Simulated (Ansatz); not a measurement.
## From the elastic tensor of Ir at 7 GPa (stress–strain coefficients) to moduli and sound speeds

All numbers below come from DFT LDA, scalar-relativistic, plane waves, PAW in Ansatz 0.2.0. Cutoff 420 eV, 20×20×20 k-points (Γ-centred), Fermi-Dirac smearing of 0.15 eV. No spin polarisation.

It takes space group Fm-3m (No. 225, cubic). The conventional cell has a = 3.792 Å, b = 3.792 Å, c = 3.792 Å, α = 90.00°, β = 90.00°, γ = 90.00°. Around Ir (site symmetry m-3m) lie 12 Ir at 2.68 Å.

In a metal, frequencies and elastic constants depend on the k mesh and the smearing, soft modes and shear constants most. Spin–orbit coupling is left out, which can shift energies with elements as heavy as these.

Relaxed-ion constants (GPa, on the Cartesian axes of the calculation):
C11 = 713.6, C12 = 297.9, C13 = 297.9, C22 = 713.6, C23 = 297.9, C33 = 713.6, C44 = 311.6, C55 = 311.6, C66 = 311.6 GPa; the others vanish.

Density 23.422 g/cm³; 1 atom in 13.63 Å³.

The values that follow are for a polycrystal of randomly turned grains, by Hill's mean where one number stands.

With S = C⁻¹: B_V = (C11+C22+C33+2(C12+C13+C23))/9, G_V = (C11+C22+C33−C12−C13−C23+3(C44+C55+C66))/15, 1/B_R = S11+S22+S33+2(S12+S13+S23), 15/G_R = 4(S11+S22+S33−S12−S13−S23)+3(S44+S55+S66); Hill is their mean. Then v_l = √((B+4G/3)/ρ), v_t = √(G/ρ), v_m = [(2/v_t³+1/v_l³)/3]^(−1/3) and Θ = (ħ/k_B)·v_m·(6π²n/V)^(1/3) for n atoms in the volume V; E = 9BG/(3B+G), ν = (3B−2G)/(2(3B+G)) and A^U = 5G_V/G_R + B_V/B_R − 6.

```
Bulk modulus, Voigt / Reuss / Hill          : 436.5 / 436.5 / 436.5 GPa
Shear modulus, Voigt / Reuss / Hill         : 270.1 / 259.7 / 264.9 GPa
Young's modulus                             : 661 GPa
Poisson ratio                               : 0.248
Pugh ratio B/G                              : 1.65
Universal anisotropy index                  : 0.20
Longitudinal and transverse sound speeds    : 5807 and 3363 m/s
Debye temperature from the mean sound speed : 465 K
```

Cost: 1 run of about 0.6 core-minutes, on Intel Xeon 6975P-C (Granite Rapids) (shared hosts).

Iridium comes out very stiff in both compression and shear, with a Poisson ratio of 0.248 that is low for an fcc metal. The likely reason is its partly filled 5d band: bonding states are well occupied and antibonding ones only in part, giving strong cohesion with an angular component. The constants bear this out, since C44 (311.6 GPa) exceeds C12 (297.9 GPa), whereas purely central pair forces under compression would place C12 above C44. The cubic shear anisotropy is moderate, with ⟨111⟩ the stiffest direction in tension and ⟨100⟩ the softest. The bulk modulus of 436.5 GPa is probably too high even allowing for the applied pressure, as expected from LDA overbinding. The tensor meets the conditions for stability against small homogeneous strains, but leaves short-wavelength phonons untested. The low B/G ratio fits iridium's known tendency to cleave, yet cannot explain it, because fracture also depends on dislocation mobility and grain-boundary cohesion.
